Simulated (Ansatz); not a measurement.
## A series in volume scale on MnCo

Free energy against uniform scaling of the volume at fixed shape and fractions; periodic cell, basis, potentials, k mesh and filling as listed. The results are calculated, by Ansatz 0.2.0.

The cell before it is scaled or strained (space group Pm-3m, No. 221):
```
MnCo
1.0
      2.8536     0.0000     0.0000
      0.0000     2.8536     0.0000
      0.0000     0.0000     2.8536
Mn Co
1 1
Direct
  0.00000 0.00000 0.00000
  0.50000 0.50000 0.50000
```

Settings of every row: functional PBEsol; dispersion none; potentials PAW; wave cutoff 470 eV; density cutoff 1880 eV; k mesh 10x10x10; k shift 0x0x0; occupations fermi dirac; smearing width 0.1 eV; spin collinear.

Limits: coarse k mesh, up to 40 meV an atom off; the cell comes from a prototype or a list of computed structures and needn't be the stable phase.

```csv
row,volume scale,V (Å³/atom),energy above lowest point (meV/atom)
1,0.92,10.689,10.3
2,0.9467,10.999,0
3,0.9733,11.308,2.3
4,1,11.618,15.4
5,1.0267,11.929,37.7
6,1.0533,12.238,67.9
7,1.08,12.548,?
```

Question: what energy above lowest point should row 7 give?

Worked fit of energy above lowest point. Take u = (V_r/V)^(2/3) − 1 with V_r = 11.463 Å³ an atom, which is twice the finite (Eulerian) strain; such expansions in the strain, on which the Birch-Murnaghan equation of state is built, carry the rest volume and the bulk modulus. The shown rows have u = 0.04771, 0.02793, 0.00912, -0.00891, -0.02622, -0.04268. Least squares give energy above lowest point = 7.58 − 727.7 × u + 16237 × u² + 4305 × u³ meV/atom; a parabola predicts inner rows, each left out in turn, worse (root mean square 0.14 against 0.074 meV/atom). The rows lie off it by 0.0, 0.0, 0.0, 0.1, 0.0, 0.0. Its lowest point lies at u = 0.0222, or V = 11.09 Å³ an atom, and the curvature there gives the bulk modulus at fixed shape and fractions, B = (4/9)(1 + u)² E″(u)/V = 222 GPa. The withheld row has u = -0.05851, so the fit gives 7.58 − 727.7 × (-0.05851) + 16237 × (-0.05851)² + 4305 × (-0.05851)³ = 104.9 meV/atom.

The calculation gave 104.7 meV/atom. The fit lies 0.2 meV/atom (0.19 % of the column's range) above it; its largest miss of a shown row is 0.1 meV/atom. This row lies beyond the range of the fit.
